Three bismuth atoms bring fifteen valence electrons, and the cation keeps fourteen. Six of them fill low-lying combinations of the 6s orbitals, which leaves eight for the 6p levels that hold the triangle together. The level list of the triplet shows five of these with majority spin and three with minority spin, so three orbitals are doubly occupied and two singly.

The simplest quintet breaks one more pair and has six electrons of one spin and two of the other. This configuration is assumed here and has not been checked against the quintet's own orbitals. It raises the count of same-spin pairs among the 6p electrons from 13 to 16, a gain in exchange energy, and it costs one doubly occupied orbital, a loss in bonding. The height of the gap is the balance of these two, and the trend comes from how a functional prices paired electrons as its exchange is changed.

Unrestricted Kohn–Sham calculations with Ansatz 0.2.0 for isolated Bi$_3^+$ in its triplet and quintet states, using PBE with a varying share of exact exchange and the def2-TZVP basis with def2 core potentials. Each state has its own fixed geometry (B3LYP-D4/def2-SVP for the triplet); the gaps include no dispersion correction or spin–orbit coupling.

```csv
exact exchange (%),spin gap (kJ/mol)
0,124.50
5,120.60
10,117.00
15,113.70
25,108.10
35,103.70
50,99.10
```

The exact exchange column is the share of PBE exchange replaced by Hartree–Fock-type exchange. The spin gap is the energy of the quintet minus that of the triplet, each at its own structure, so a positive value means that the quintet lies higher. No physical model is fitted: apart from a least-squares mean slope, the analysis printed after this text takes differences of the table and of the triplet energies of the same calculation, and adds one parameter-free spin projection for the rows up to 35 %.

**The first row, 0 %.** The quintet lies 124.5 kJ/mol above the triplet, and the gap stays positive in every row, so the loss of bonding outweighs the exchange gain. The structures agree with this reading. Both are isosceles triangles, but the two short sides stretch from 2.89 Å in the triplet to 3.08 Å in the quintet, while the long side hardly changes. These structures stay fixed down the table, so the trend is purely electronic and contains no response of the bond lengths to the functional.

The levels of this row also call for caution about the triplet. An empty minority-spin level lies 0.44 eV below the highest occupied majority-spin level; the inversion shrinks to 0.10 eV at 5 % and is gone from 10 to 35 %. An electron could in principle drop into that level and pair up, which hints at a competing singlet, an untested possibility. The triplet is therefore the lower of two states compared, and nothing here makes it the ground state. Either state may also fail to be the lowest of its own spin, and the structures come from short searches, so the gap belongs to the two solutions found. The general notes to the data warn of level order and spin contamination, but those warnings rest on the data makers' tests on other systems, and the records of these runs carry none. From 15 % upward neither state shows an inverted level order. The triplet's contamination is read from its own $\langle S^2\rangle$ below; the quintet's value was not available for a check.

**From 0 to 15 %: the steep fall.** Two electrons paired in a bond avoid each other by tending to sit on different atoms. A semilocal exchange hole stays close to its electron and so imitates part of this left–right correlation, whereas the exact exchange hole of a bonding orbital is spread over the atoms it joins. Mixing in exact exchange withdraws that imitation, and the state with more paired bonding electrons has more to lose. This argument explains why exact exchange tends to favour high spin; the table agrees with it but has no column that isolates it.

The algebra is short. With $a$ the share as a fraction and the orbitals optimised at each $a$,

$$E(a)=\min_{\phi}\left\{E_{\mathrm{PBE}}[\phi]+a\,D[\phi]\right\},\qquad D=E_x^{\mathrm{exact}}-E_x^{\mathrm{PBE}},\qquad \frac{dE}{da}=D[\phi_a].$$

The last step holds because the energy is stationary in the orbitals $\phi$. The slope of the gap is then $D$ of the quintet minus $D$ of the triplet. The pair count alone does not fix its sign, since PBE has exchange too; what counts is the state in which PBE exchange overshoots the exact value more.

The energies show which state that is. Over the first interval the triplet rises by 9.51 kJ/mol per %, and the quintet, rebuilt as triplet energy plus gap, rises by 8.73. The difference is the gap slope of −0.78 kJ/mol per %. Exact exchange thus raises both states and merely raises the triplet faster. The gap slope is a small remainder of two large and similar slopes, as it should be for states that differ in one electron pair.

**From 15 to 35 %: the bend.** With frozen orbitals $D$ would be constant and the gap would be a straight line. It is not: the slope weakens in every interval and reaches −0.44 kJ/mol per % between 25 and 35 %, a change far beyond the rounding of the gaps. The orbitals adapt to the new functional, and adapting can only lower the energy. A minimum over straight lines in $a$ bends downward, so each state's energy is concave, and a gap that bends upward means that the triplet, the subtracted term, bends more.

The numbers confirm this up to 35 %. At 25 %, where rounding matters least, the curvature is −0.040 kJ/mol per %² for the triplet and −0.028 for the quintet, leaving +0.012 for the gap with a rounding uncertainty of 0.002. Both states are concave at each of the four points where this can be formed, and the triplet more so each time. The triplet keeps the same occupation by symmetry species throughout this range, so its own curvature fits a gradual reshaping of orbitals within one configuration. The quintet's occupation was not available for the same check. The gap curvature is constant within rounding down the whole table, and no row is irregular.

One form of that reshaping is visible. In an unrestricted calculation a nominal pair can escape the penalty on pairing by letting its two spin orbitals drift apart in space. The triplet's $\langle S^2\rangle$, ideally 2, climbs steadily from 2.087 at 0 % to 2.367 at 35 %. A triplet with three pairs has more room for this than a quintet with two. That spin polarisation supplies the extra relaxation is a plausible guess: the two grow together, but the energy of the polarisation has not been separated out.

The polarisation means that the lower state is not a pure triplet, and its effect on the gap can be sized roughly. Suppose the determinant is a triplet mixed with a weight $w$ of the same quintet, taken as pure with $\langle S^2\rangle=6$. This requires the two states to share the same spatial symmetry, which has not been checked, and it ignores the difference in structure. On these terms $\langle S^2\rangle=2+4w$, and the computed gap is $(1-w)$ times the pure one:

$$\Delta_{\mathrm{pure}}\approx\frac{4\,\Delta}{6-\langle S^2\rangle}.$$

For the 35 % row, $w=(2.367-2)/4=0.092$ and $\Delta_{\mathrm{pure}}\approx 4\times103.7/3.633\approx114$ kJ/mol, about 10 above the table.

The same estimate adds only about 3 kJ/mol at 0 %, so the fall from 0 to 35 % shrinks from 20.8 to roughly 13 kJ/mol. On these crude assumptions the contamination inflates the fall by several kJ/mol without creating it. The projected gap still flattens, its slope going from about −0.6 to −0.2 kJ/mol per %. The projection removes the quintet admixture but keeps the relaxed orbitals, so it corrects the size of the gap and does not account for the bend. Since $\langle S^2\rangle$ of a Kohn–Sham determinant is only an indicator, these shifts are orders of magnitude.

**From 35 to 50 %: the flat end.** The last slope is −0.31 kJ/mol per %, about four tenths of the first. A line drawn with the first slope would reach $124.5-50\times0.78=85.5$ kJ/mol, and the table stands 13.6 above it. The row continues the curve smoothly, and reading it as further triplet relaxation extends what is shown up to 35 %. The mean slope of −0.51 kJ/mol per % describes neither end, so the sensitivity to exact exchange has to be quoted for the range in use.

The gaps run from 1.29 down to 1.03 eV, and the calculation has no spin–orbit coupling. For bismuth 6p electrons that coupling is roughly of eV size, a recalled order of magnitude, so it is comparable to the gap and mixes states of different spin. The column therefore shows how a scalar-relativistic gap responds to the functional and is not a prediction of an excitation energy of Bi$_3^+$. For the same reason it cannot single out any share of exact exchange as the right one.

Numerical output:

```
triplet sides (A): 2.89 2.89 3.39
quintet sides (A): 3.08 3.08 3.42
same-spin 6p pairs: triplet 5a/3b 13, quintet 6a/2b (assumed) 16
gap 1.29 eV at 0 %, 1.03 eV at 50 %; fall 25.4 kJ/mol = 20.4 %
slope kJ/mol per %: end to end -0.508, least squares -0.510
interval %: gap slope (kJ/mol per %), max rounding error for gaps given to 0.1
  0-5: -0.780 +-0.020
  5-10: -0.720 +-0.020
  10-15: -0.660 +-0.020
  15-25: -0.560 +-0.010
  25-35: -0.440 +-0.010
  35-50: -0.307 +-0.007
last slope / first slope 0.39; fall 0-25 % 16.4, 25-50 % 9.0 kJ/mol
gap minus line of first slope (kJ/mol): 0.0 0.0 0.3 0.9 3.1 6.5 13.6
curvature, kJ/mol per %^2 (quintet energy = triplet energy + gap)
  at 5 %: gap 0.0120 +-0.0080, triplet -0.0421, quintet -0.0301, ratio 1.40
  at 10 %: gap 0.0120 +-0.0080, triplet -0.0417, quintet -0.0297, ratio 1.40
  at 15 %: gap 0.0133 +-0.0040, triplet -0.0408, quintet -0.0274, ratio 1.49
  at 25 %: gap 0.0120 +-0.0020, triplet -0.0401, quintet -0.0281, ratio 1.43
  at 35 %: gap 0.0107 +-0.0013, no triplet output at 50 %
triplet dE/da (kJ/mol per %): 9.51 9.30 9.09 8.78 8.38
quintet dE/da (kJ/mol per %): 8.73 8.58 8.43 8.22 7.94
share %: triplet <S^2>, quintet weight %, rough projected gap, its shift (kJ/mol)
  0: 2.087, 2.2, 127, +3
  5: 2.118, 2.9, 124, +4
  10: 2.153, 3.8, 122, +5
  15: 2.193, 4.8, 119, +6
  25: 2.279, 7.0, 116, +8
  35: 2.367, 9.2, 114, +10
fall 0-35 %: table 20.8, rough projected 13 kJ/mol
rough projected slopes: -0.60 -0.52 -0.44 -0.33 -0.20
<S^2> rise per %: 0.0062 0.0071 0.0079 0.0086 0.0088
empty beta minus alpha HOMO, 0-35 % (eV): -0.44 -0.10 +0.25 +0.60 +1.31 +2.05
spacing of two lowest empty alpha, 0-35 % (eV): 0.203 0.166 0.121 0.069 0.051 0.186
alpha LUMO minus beta HOMO, 0-10 % (eV): 2.03 2.31 2.60
state gap, 0-10 % (eV): 1.29 1.25 1.21
5s-type alpha minus beta, pair, 0-10 % (eV): -0.059 -0.065 -0.072
5s-type alpha minus beta, single, 0-10 % (eV): +0.009 +0.014 +0.018
```
